## Question

Boron nitride can crystallise in flat layers. Within a layer each boron atom is bonded to three nitrogen atoms, and the reverse; no such bonds join one layer to the next. The table follows this crystal through seven volumes in a density functional calculation with a dispersion correction. At each volume the cell could choose its own proportions, while its symmetry kept the layers flat and their stacking fixed.

Ansatz 0.2.0, PBE with D3(BJ) dispersion, plane waves and PAW: layered BN (P6_3/mmc, four-atom cell), cell shape and atoms relaxed at each fixed volume. The cutoff is 420 eV, the k mesh 12×12×4, the Gaussian smearing 0.02 eV and the force tolerance 0.01 eV/Å. Energies are relative to the elements in their standard forms, in the same functional.

```tsv
volume (relaxed cell) (Å³/atom)	c/a (relaxed cell)	shortest distance (relaxed cell) (Å)	energy over elements (eV/atom)	pressure (GPa)
7.916	2.3596	1.439	-1.25470	6.580
8.186	2.4272	1.442	-1.26360	4.180
8.457	2.4962	1.444	-1.26910	2.340
8.726	2.5668	1.446	-1.27180	0.980
9.266	2.7122	1.448	-1.27190	-0.690
9.536	2.7867	1.449	-1.27040	-1.150
9.896	2.8876	1.449	-1.26740	-1.500
```

Here $V$ is the volume per atom, $c/a$ the ratio of the cell's height to its in-plane edge, and $P$ the pressure. The shortest distance is the B–N bond length. A negative pressure means that the crystal is being held open by tension. As the crystal expands, its pressure first drops steeply and then ever more gently.

Three explanations are offered.

- **A. The bonds.** B–N bonds are the strongest springs in the crystal, so they resist the change of volume, and they weaken as they stretch.
- **B. A soft spring.** The gap between the layers takes up the change of volume and acts as a weak spring of constant strength.
- **C. A wall and a pull.** The gap takes up the change of volume, but the layers meet a steep repulsion when pressed together and only a gentle attraction when drawn apart.

One more piece of evidence comes from the same calculations. Some runs began with the relaxed cell of a neighbouring row, scaled equally in all directions. Before the shape was allowed to adjust, the mean pressure was 14.11 GPa at $V=7.916$ Å³ and −7.03 GPa at $V=9.536$ Å³.

Which explanation survives? Support the choice with a simple model, and say what remains undecided.

## Model answer

**Where does the volume go?** Consider two limiting crystals. If all lengths scaled alike, each would take about a third of the relative change in volume, and over this scan the bond would grow by 7.7%. If the layers were perfectly rigid, the bond would not change and the gap would take everything. In the table the bond grows by only about 0.7%, so the real crystal lies close to the rigid-layer limit.

The layer spacing $h$ confirms this. The hexagonal cell holds four atoms and two layers, so that

$$4V=\frac{\sqrt3}{2}\,a^3\,\frac{c}{a},\qquad h=\frac{a}{2}\,\frac{c}{a}.$$

At the smallest volume this gives $a=2.493$ Å and $h=2.941$ Å. By the largest volume the spacing has grown by 23%, some thirty times the relative growth of the bond.

**What would the bonds do if they had to?** Explanation A can be tested directly, because the uniformly scaled cells force the bonds to take their full share. A convenient measure of stiffness is the change in pressure divided by the relative change in volume,

$$K=-\frac{\Delta P}{\Delta \ln V}.$$

This is the bulk modulus averaged over a step. For the squeeze from 8.186 to 7.916 Å³ at fixed shape, the pressure rises from 4.18 to 14.11 GPa, and $K$ is about 296 GPa. With the shape free to adjust, the same squeeze gives only 72 GPa.

On the expanded side the contrast is greater still. Between 9.266 and 9.536 Å³ the stiffness is about 221 GPa at fixed shape and 16 GPa at relaxed shape. The bonds are thus as strong as explanation A supposes, but a crystal free to change its proportions hardly calls on them. Explanation A answers a different question: how hard it is to squeeze the crystal without letting it change shape.

The reason is the one that governs springs in series and in parallel. When every direction must shrink by the same fraction, the stiff directions set the resistance. When every direction feels the same pressure, each shrinks as far as it can, and the softest one supplies most of the change in volume. The relaxed cells of the table belong to the second case.

**Is the gap a constant spring?** Explanation B puts the change in the right place and accounts for the softness. It also makes a clear prediction: pressure should fall in a straight line with spacing, and $K$ should rise on expansion, roughly in step with the spacing, because a given relative change then means a longer stretch. In the table $K$ falls at every step, from 72 GPa in the first to 9.4 GPa in the last. A constant spring gets even the direction of this change wrong.

A limiting case shows why it had to fail. Two layers far apart exert no force on each other, whereas a constant spring would pull harder without end. The tension between real layers must therefore reach a greatest value and then fade. The scan stops before that point, but the flattening of the pressure is the approach to it.

**What forces act across the gap?** Each layer has its electrons in filled shells, with none left over to form bonds to the next. When two such layers approach, their electron clouds overlap, and the Pauli principle makes this costly. The clouds thin out roughly exponentially with distance, so the repulsion does as well. This is the wall.

The pull comes chiefly from dispersion, the attraction between electron motions that are correlated across the gap. Between two atoms its energy varies as $1/r^6$. An atom facing a sheet interacts mainly with a patch whose area grows as $h^2$, which turns $1/h^6$ into $1/h^4$ for the energy per area. The force per area is the derivative of this and, for layers far enough apart that the attraction is undamped, varies as $1/h^5$; more distant layers change the strength but not the power, since all gaps open together.

In a relaxed cell the force per area between layers equals the pressure. Together the two contributions give

$$P(h)=A\,e^{-(h-h_0)/\lambda}-C\left(\frac{h_0}{h}\right)^5 .$$

Here $h_0=3.262$ Å is simply the mean of the seven spacings. A least-squares fit to all seven pressures, with $\lambda$ searched between 0.2 and 0.8 Å, gives $A=8.18$ GPa, $C=7.73$ GPa and $\lambda=0.3675$ Å.

For the smallest cell, with $h=2.941$ Å, the formula yields

$$P\approx 8.18\,e^{0.321/0.3675}-7.73\left(\frac{3.262}{2.941}\right)^5\approx 19.6-13.0=6.6\ \text{GPa}.$$

The table has 6.58 GPa. This row was part of the fit, so the agreement shows that the formula can describe the curve, not that it predicted this value.

**Why does the crystal soften?** Drawing the layers apart does two things. It relieves the repulsion, which lowers the pressure and makes the crystal resist further opening. It also weakens the attraction, which works against that resistance. The first effect dominates when the layers are close, but it dies away faster, so the stiffness sinks towards zero as the gap opens. The damped attraction used in these runs is expected to change only slowly over such spacings, so most of the softening should come from the fading wall.

**How firmly do the numbers decide?** A straight line in $h$, with two constants, typically misses the pressures by 0.9 GPa. A fair competitor with two constants replaces the exponential wall by a power law, $1/h^{11}$, which follows from a $1/r^{12}$ repulsion between atoms; it misses by 0.3 GPa. The exponential wall, with its third constant, brings this down to about 0.01 GPa. Explanation C therefore beats the constant spring even on equal terms. That last gain does not single out the exponential, though: other powers for the wall or the pull, or a standard three-constant equation of state, can be expected to follow seven smooth points nearly as well. What the numbers settle is that the gap stiffens on closing and softens on opening, not the form or the steepness of either term.

The answer is C: stiff layers pass the change of volume on to the gap, and the gap resists closing far more than opening.

## Remarks on the reasoning

**The attractive mistake.** Explanation A starts from a true statement, that the B–N bond is strong, and draws the wrong conclusion from it. A strong bond makes a crystal stiff only if the change of volume must pass through it. In a crystal with strong bonds in all three directions, such as the cubic form of boron nitride, there is no soft gap to escape into, and the argument would hold. An answer that rejects A merely because "the layers are weakly bound" has the right idea but should point to the nearly constant bond length or to the fixed-shape cells.

**What the energies add.** The squeeze from 8.186 to 7.916 Å³ costs 8.9 meV per atom in the table. At fixed shape it costs 15.2 meV per atom. Letting the layers approach while the bonds recover thus saves about two fifths of the cost. An answer that uses this comparison in place of the pressures deserves full credit, since it makes the same point by a separate route.

**What the fit can't settle.** The formula describes a wall and a pull, but a good fit doesn't identify their origin. That the wall is Pauli repulsion and the pull mainly dispersion rests on general theory. The PBE functional by itself is known to bind such layers only barely, so the attraction here leans heavily on the added dispersion correction. Repeating the scan without that correction would show how much of the pull it supplies.

The fitted constants should not be read as properties of the material either. A stronger, longer-ranged wall can be offset by a stronger pull with little change in the total. In the worked example, the division into 19.6 and 13.0 GPa belongs to the formula; only the difference is tied to the calculated pressure. The power of the pull is an idealisation too: D3(BJ) damps the attraction over a distance comparable to these spacings, so the correction is expected to grow far more slowly than $1/h^5$ as the layers approach and to be several times weaker than the fitted pull, with a correspondingly weaker and shorter-ranged wall.

**What it means in use.** A single bulk modulus is a poor guide to this material outside a narrow range of pressure. The pressure passes through zero near 9.0 Å³ per atom, and the stiffness averaged over the step across that point is 28 GPa. A few gigapascals of compression more than double it. The volume at a given pressure is better read from the whole curve than extended from one compressibility.

The tension side needs more care. The calculation holds perfect, flat layers in register while they are pulled apart evenly. A real piece could slide, buckle or split along a flaw first, and none of these routes was open here. The negative pressures describe how the ideal gap resists opening, not how much tension a part would bear.
